**Estimating a logarithmic-derivative curve and its pseudopotential error by hand: phosphorus**

Count nodes first. The radial wave u = rR(r), integrated outward at a trial energy E, oscillates faster as E rises, and each node that moves inside a sphere of radius R lowers the phase arctan(R u′/u) by π. In a flat well the energy that this costs scales as 1/R²: with energies in Ry and lengths in bohr, the s wave is sin kr with k² = E − V₀: the phase is zero at kR = π/2, −π/2 at kR = π (a node on the sphere) and −π at kR = 3π/2. The unit is π²/R², which is 9.87/4.81 = 2.05 Ry at the test radius of 2.194 bohr, and the two gaps are 3/4 and 5/4 of it, about 1.5 and 2.6 Ry. The curve is therefore a staircase with a tread of several Ry, steep where the phase passes a multiple of π and flat where it passes an odd multiple of π/2.

The sizes to remember for this potential are these. At the valence level the phase falls by 1 to 2 rad per Ry. The next node reaches the sphere 1.5 Ry (s) and 1.8 Ry (p) above the level. The pseudopotential error stays under 0.005 rad everywhere below the level, passes 0.01 rad about 2 Ry (27 eV) above it, passes 0.1 rad some 3.5 to 4.2 Ry above it, and reaches 1 to 2 rad at the second step of the staircase.

Scalar-relativistic PBE calculation with ld1.x 7.5 for P⁺ (3s2 3p2, [Ne] core). The separable Troullier-Martins pseudopotential has radii of 1.65 (s) and 2 bohr (p), a smoothed all-electron local part (radius 1.35 bohr) and no core correction. Phases are unwrapped arctan(r u′/u), u = rR(r), at r = 2.194 bohr; errors are pseudo minus all-electron.

```
energy (Ry)  phase s all-electron (rad)  phase s error (rad)  phase p all-electron (rad)  phase p error (rad)
     -4.000                      1.2143              -0.0014                      1.2714              -0.0010
     -3.520                      1.1432              -0.0020                      1.2339              -0.0012
     -3.040                      1.0129              -0.0029                      1.1789              -0.0014
     -2.560                      0.7046              -0.0043                      1.0897              -0.0018
     -2.080                     -0.1823              -0.0027                      0.9184              -0.0022
     -1.600                     -1.0634              -0.0001                      0.4972              -0.0023
     -1.120                     -1.3720              -0.0019                     -0.4638              -0.0001
     -0.640                     -1.5075              -0.0043                     -1.1255              -0.0010
     -0.160                     -1.5874              -0.0078                     -1.3769              -0.0027
      0.320                     -1.6453              -0.0137                     -1.5000              -0.0046
      0.800                     -1.6949              -0.0244                     -1.5769              -0.0071
      1.280                     -1.7436              -0.0466                     -1.6347              -0.0108
      1.760                     -1.7980              -0.1013                     -1.6852              -0.0171
      2.240                     -1.8670              -0.2855                     -1.7360              -0.0283
      2.720                     -1.9665              -1.2755                     -1.7942              -0.0506
      3.200                     -2.1333              -2.2088                     -1.8705              -0.1019
      3.680                     -2.4666              -2.1347                     -1.9864              -0.2481
      4.160                     -3.1425              -1.5764                     -2.1971              -0.7344
      4.640                     -3.8461              -0.9582                     -2.6612              -1.2304
```

All rows belong to one PBE, scalar-relativistic, Troullier-Martins potential in separable form, built from the spherical, spin-unpolarised ion P⁺. Its settings were drawn at random, in a set where many potentials are poor on purpose, so the size of its errors and the energy where they set in need not be typical of a carefully tuned phosphorus potential. The energy column holds trial energies, not eigenvalues. The columns "phase s all-electron" and "phase p all-electron" are φ = arctan L with L = R u′/u at the test radius, continued through the poles of L without jumps; they are not scattering phase shifts. The error columns are pseudo minus all-electron, so the pseudo phase is the sum of two columns. Below, ε = E − E_ref is the distance from the reference level of the channel, −1.712 Ry for s and −1.045 Ry for p.

**The slope is a norm**

The radial equation −u″ + V u = E u (centrifugal term inside V) and its energy derivative, cross-multiplied and integrated from 0 to R, give

dL/dE = −S, S = R N / u(R)², N = ∫₀ᴿ u² dr.

S is positive, so L can only fall between poles, and both all-electron phase columns do fall from row to row. Its size follows from limits. A wave that rises as r gives N = R u²/3 and S = R²/3; a quarter sine wave gives R²/2; a wave that has passed its maximum and is falling at R gives more, and S diverges when a node reaches R. The identity is the nonrelativistic one, applied here to a scalar-relativistic calculation of a light atom.

The bound waves of the same calculation, tabulated every 0.2 bohr, supply the numbers. For 3s, the values 0.7188, 0.6424 and 0.5615 at 2.0, 2.2 and 2.4 bohr give a central difference of (0.5615 − 0.7188)/0.4 = −0.393; a parabola through them gives u = 0.6448 and u′ = −0.3926 at R. Then L₀ = 2.194 × (−0.3926)/0.6448 = −1.336. The trapezoid sum of the squared pseudo wave gives N = 0.740, so S = 2.194 × 0.740/0.6448² = 3.90 per Ry, or 0.8 R². The same recipe for 3p gives L₀ = −0.701, N = 0.584 and S = 2.83 per Ry, or 0.6 R². The p wave peaks further out, has fallen less at R, and so has the smaller S. The slope of the phase is S/(1 + L₀²): 3.90/2.78 = 1.4 rad per Ry for s and 2.83/1.49 = 1.9 for p.

The nodeless pseudo wave is the one to integrate, since it is smooth on a coarse grid, and norm conservation gives it the same N as the all-electron wave. That equality is built into the potential. The near-zero errors beside the reference levels, −0.0001 rad at −1.60 Ry (s) and at −1.12 Ry (p), one unit in the last printed digit, confirm the construction and say nothing about transferability.

**The phase rule**

A straight line L₀ − Sε has no pole. The next simplest step writes the wave as u + ε ∂u/∂E, as in linearised band methods. Both u(R) and u′(R) are then linear in ε, and L is a ratio of two linear functions. Fixing its value and slope at ε = 0 leaves one free number, the distance ε_p to the pole:

x = 1 − ε/ε_p, L = L₀ − Sε/x, φ = arctan L, minus π once x < 0.

The pole was read from the table by linear interpolation to −π/2. For s, between the rows −0.64 and −0.16, it lies at −0.64 + 0.48 × (1.5708 − 1.5075)/(1.5874 − 1.5075) = −0.26 Ry, so ε_p = 1.452 Ry. For p the rows 0.32 and 0.80 give 0.76 Ry and ε_p = 1.807 Ry. The curve is bent between these rows, so the positions are good to a few hundredths of a Ry, and the third decimal is kept only for the arithmetic.

The limits tell where the rule must fail. For large |ε| of either sign L tends to the constant L₀ + Sε_p, which is 4.33 for s. Far below the level the true wave grows exponentially and L rises as κR with κ² = V − E, without bound, so the rule falls short there. Far above, the rule flattens near −1.8 rad in both channels, since it holds one node only, while the true phase goes on to the next step.

**The error rule**

The pseudo curve shares L₀ and S with the all-electron one, so within this form it can differ only in 1/ε_p. A change δ in 1/ε_p changes L by −Sδ ε²/x², and division by 1 + L² turns this into a change of phase:

error = −C g, g = ε²/[x² + (L₀x − Sε)²].

Three things follow with no fitting. The error starts as ε², it has the same sign on both sides of the level, and a negative sign means that the pseudo node arrives early. The table agrees: every entry of both error columns is negative, and the pseudo phase passes −π/2 at −0.30 Ry (s) and 0.72 Ry (p), in each case 0.04 Ry before the all-electron one.

A constant C does not work. With it the error would level off at high energy, because g does. Dividing the tabulated s errors by g gives a C that climbs from 0.010 at −4 Ry to 0.30 at 0.80 Ry. An empirical factor absorbs this: C = C₀ exp(γε), from a straight-line least-squares fit of ln C against ε. The fit used the rows with ε < 2.6 Ry, where the one-pole form still describes the phase, and left out the one row per channel in which the error is a single unit of the last digit (ten rows for s, eleven for p). It gave C₀ = 0.043 and γ = 0.69 per Ry for s, and C₀ = 0.021 and γ = 0.49 per Ry for p: C doubles every 1.0 and 1.4 Ry. The exponential has no derivation, and the constants belong to this potential and this test radius.

**Two rows worked**

Row −2.08 Ry, s channel. Here ε = −0.368, x = 1 + 0.368/1.452 = 1.254 and Sε = −1.44, so L = −1.336 + 1.44/1.254 = −0.19 and φ = −0.186 rad against the tabulated −0.1823. For the error, L₀x − Sε = −1.675 + 1.44 = −0.24, the denominator is 1.57 + 0.06 = 1.63, and g = 0.136/1.63 = 0.083. With C = 0.043 × exp(−0.25) = 0.033 the estimate is −0.0028 against −0.0027. In the p channel ε = −1.035 and x = 1.573 give L = −0.701 + 2.93/1.573 = 1.16 and φ = 0.861, which is 0.058 rad below the tabulated 0.9184; the row lies a full Ry under its level and the shortfall of the rule has begun. The error estimate is 0.0127 × 0.184, or −0.0023 against −0.0022.

Row −0.16 Ry. For s, ε = 1.552 is just past the pole: x = −0.069, L = −1.336 + 6.06/0.069 ≈ 87, arctan L ≈ π/2 − 1/87 = 1.559, and φ = 1.559 − 3.142 = −1.582 against −1.5874. At a pole g tends to 1/S², here 0.066, and the full expression gives 0.068; with C = 0.043 × exp(1.06) ≈ 0.124 the error comes out as −0.0084, 8% larger than the tabulated −0.0078. For p, ε = 0.885, x = 0.510, L = −5.6 and φ = −1.394 against −1.3769, and the error is −0.0030, 12% larger than −0.0027.

The s phase at −0.16 Ry helped to fix the pole, so its agreement is partly arranged; the other three phases entered no adjusted number. All four errors were among the fitted rows.

**How far the rules carry**

Within 0.6 Ry of the level the phase rule is good to 0.010 rad (s) and 0.032 rad (p). Further down it lies too low, by 0.082 rad (s) and 0.085 rad (p) at −4 Ry. Up to ε = 2.6 Ry it holds to 0.04 rad (s) and 0.02 rad (p), helped by the pole having been placed there by hand and by the flatness of the tread. Beyond that it lies too high by a margin that grows in every row, to 2.1 rad (s) and 0.94 rad (p) at 4.64 Ry. Up to ε = 2.6 Ry the rule misses by more than the pseudopotential does in every row but two, s at −0.16 Ry and p at 0.80 Ry, both beside the pole that was read off, so the error cannot be found by setting an estimated phase against a computed one. Subtracting two estimated phases cancels the misses they share, but for a small shift of the pole it amounts to the error rule with a constant C, which the table rules out.

Over its fitted rows the error rule gives between 0.79 and 1.23 times the tabulated value. The misfit is systematic, too large just above the level and too small at both ends, because ln C curves upward. Outside the window the rule underestimates in every row, which is the unsafe direction: 0.60 of the s error at 1.28 Ry, 0.20 at 2.24 Ry, 0.05 at 3.20 Ry, and 0.04 of the p error at 4.64 Ry. There the table is better summed up by its step ratios. Above zero energy the s error grows by a factor 1.8 per row of 0.48 Ry at first and by 4.5 on the way to 2.72 Ry; the p factor rises from 1.5 to 2.0 by 3.20 Ry.

Each end has a repair. Below the level, a flat well with depth V₀ and effective width a, both solved from L₀ and S so that no tabulated phase enters, has the right exponential limit. For s, V₀ = −2.70 Ry and a = 2.14 bohr; at −4 Ry, κ = √1.30 = 1.14 and L = κR coth κa = 2.54, so φ = 1.196 against 1.2143. The well is good to 0.03 rad (s) and 0.015 rad (p) below the level, and within 0.6 Ry of the p level its largest miss, 0.016 rad, is half that of the one-pole rule. It also gives a first guess of the pole when no curve is at hand, about 0.3 Ry too low in both channels. Above the pole it is useless: it puts the s crossing of −π at 2.17 Ry where the all-electron curve has 4.16. The p width comes out as 2.69 bohr, larger than the sphere, so these constants are bookkeeping and describe no real potential.

Above the pole the missing piece is the sum over higher poles, which acts as a falling background in L. Sharing the slope S between two poles, with a weight and two positions fitted by least squares to all nineteen phases of a channel, reproduces both all-electron curves to 0.02 rad, though the same form fits the pseudo s curve only to 0.11 rad. In the all-electron fits the second position lands far beyond the grid, where no row can check it, so it is no prediction of a level. The lesson is structural: a small part of the slope at the reference has to be placed beyond the first pole for the second step to appear. The fits put 13% (s) and 19% (p) there, but these shares are tied to the fitted positions and have no meaning of their own.

**Reading the error column**

The arctangent compresses errors wherever |L| is large. The s error shrinks from −0.0043 rad at −2.56 Ry to −0.0014 at −4 Ry, yet converted to L it grows from −0.007 to −0.012; the p channel does the same below −1.60 Ry. The potential is not improving at low energy. Equal phase errors can also mean unequal shifts in energy. The s error is −0.0043 at both −2.56 and −0.64 Ry, but the slopes from the neighbouring rows are (1.0129 + 0.1823)/0.96 = 1.2 and (1.5874 − 1.3720)/0.96 = 0.22 rad per Ry, so the pseudo curve is displaced by a few thousandths of a Ry in the first place and by about 0.02 Ry in the second. Dividing the error by the local slope is the useful habit.

The large errors at the top are a displaced step. The pseudo s phase crosses −π near 2.68 Ry, about 1.5 Ry before the all-electron one. The error peaks at −2.2088 rad at 3.20 Ry, when the pseudo curve has stepped and the true one has not, and falls back to −0.9582 at 4.64 Ry as the true curve follows. An extra level would leave a lasting offset of π. The error never reaches that size here and is shrinking where the grid ends, so these rows do not show an extra level, though they end before the recovery is complete, and a level narrower than the 0.48 Ry spacing could pass unseen. The p channel begins the same pattern later: its pseudo phase crosses −π near 4.27 Ry and the all-electron one has not done so by 4.64 Ry. On the bound side the lowest s and p levels of the potential in the converged basis, −1.71158 and −1.0448 Ry, coincide with the references, so no ghost lies below them.

Why the all-electron step comes late can be argued. Between the first pole and the crossing of −π the true s curve needs 4.16 + 0.26 = 4.4 Ry, against 2.6 Ry for the flat well of radius R. Near the nucleus the kinetic energy is so large that a few Ry barely alter the wave, so the change of phase must be earned in the outer shell of the sphere, a shorter length with wider spacings. The pseudo curve needs 2.68 + 0.30 = 3.0 Ry, nearer to the well. A single separable projector acts on every wave that overlaps it, but reproduces the intended potential of the channel exactly only for the reference wave. A wave with one more node overlaps it differently and may feel more of the attractive local part; that such forms can lose accuracy far from the reference is well established. That this, and not the smooth nodeless construction itself, causes the early step here is a guess, since one potential cannot separate the two. The core radius alone does not order the channels: s fails first although its radius, 1.65 bohr, is the smaller.

**What to do with it**

For another atom, radius or reference state, L₀ and S cost a few lines of arithmetic from the bound wave and transfer as a method, not as numbers. A larger test radius crowds the steps together and raises S, faster than R² once the bound wave is decaying at R, because u(R)² stands in the denominator of S. A wave that has decayed further at R, as in a more compact atom, has a more negative L₀ and a nearer pole. A neutral reference lifts the levels, and the curve should move up with them; the energies here are those of the ion. One error value a Ry or so from the level gives the order of size of C, after which the ε² onset gives a rough estimate nearer the level, but the growth rate γ has to be measured anew.

For this potential both channels are within 0.01 rad up to −0.16 Ry and within 0.05 rad up to 1.28 Ry; s is beyond 0.1 rad from 1.76 Ry and p from 3.20 Ry. Properties that rest on occupied valence states sample the good range, and the ionisation tests of the same calculation are in line with that: the first and second ionisation energies are off by +3.6 meV on 9.73 eV and −7.8 meV on 19.15 eV, pseudo minus all-electron at the same level of theory. Those tests do not probe the high-energy step, and atomic figures only bound the error in a solid, where the zero of energy must first be aligned with the atomic levels. Work that sums over high empty states should treat ε ≈ 2.5 Ry as the edge of both rules and look at the computed curve beyond it; the standard remedies are a second projector at higher energy or another choice of local potential.
